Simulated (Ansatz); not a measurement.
A substitution series on Ge: H to I

On one Ge centre, n of the H ligands are replaced by I. The atomisation energy (no zero-point term) y in kJ/mol at CCSD(T)/def2-TZVPP. Shapes, held fixed at every level: PBE0-D4/def2-TZVP. Programs: Ansatz 0.2.0.

| molecule | n | y (kJ/mol) |
| --- | --- | --- |
| GeH4 | 0 | 1237 |
| GeH3I | 1 | 1169 |
| GeH2I2 | 2 | ? |
| GeI4 | 4 | 969 |

Task: Fit y = c + s·n to the known rows and predict GeH2I2.

Result: 
1. Means of the 3 rows: n = 1.66667, y = 1125.0.
2. Σ(Δn)² = 8.6667, Σ(Δn·Δy) = -580, so the slope is -580/8.6667 = -66.923.
3. Intercept: 1125.0 − (-66.923) × 1.66667 = 1236.5. The largest residual of the fit is 0.6.
4. GeH2I2: 1236.5 + (-66.923) × 2 = 1103 kJ/mol.

The run gave 1103 kJ/mol, so the prediction is off by 0 kJ/mol: they agree to the digits shown. The steps are nearly additive. The slope is the difference between a Ge–I and a Ge–H bond. Other levels give for GeH2I2: r2SCAN0-D4/def2-TZVPP 1115; MP2/def2-TZVPP 1122; CCSD(T)/def2-SVP 1023 kJ/mol. Spin-orbit coupling of the free atoms (H 0, I 30 kJ/mol each; the atoms kept shift only the intercept) is left out. For atoms past krypton def2 sets carry core potentials with scalar relativity. Relativity is left out for Ge unless named. Correlated rows may include outer-core shells of Ge, I, which these sets cover unevenly.

Replacing hydrogen by iodine lowers the atomisation energy by nearly the same amount at each step, so the Ge–I bond is weaker than the Ge–H bond by an almost constant margin. Hydrogen's compact 1s orbital overlaps well with the germanium valence hybrids and has no core to repel them, whereas the diffuse 5p orbital of iodine forms a longer bond with poorer overlap, and the modest polarity of Ge–I recovers only part of the loss. The near-additivity suggests that interactions between ligands are small or largely cancel, plausibly because the long Ge–I bonds keep the bulky iodines apart.

Spin-orbit coupling stabilises the free iodine atom far more than the closed-shell molecules, so including it would steepen the slope while leaving the additivity almost intact. The fitted slope therefore understates the real difference between the two bonds. The lower def2-SVP value probably reflects correlation energy of the bonds that the small basis misses. The exact match for GeH2I2 supports the additivity, not the absolute accuracy of the energies.
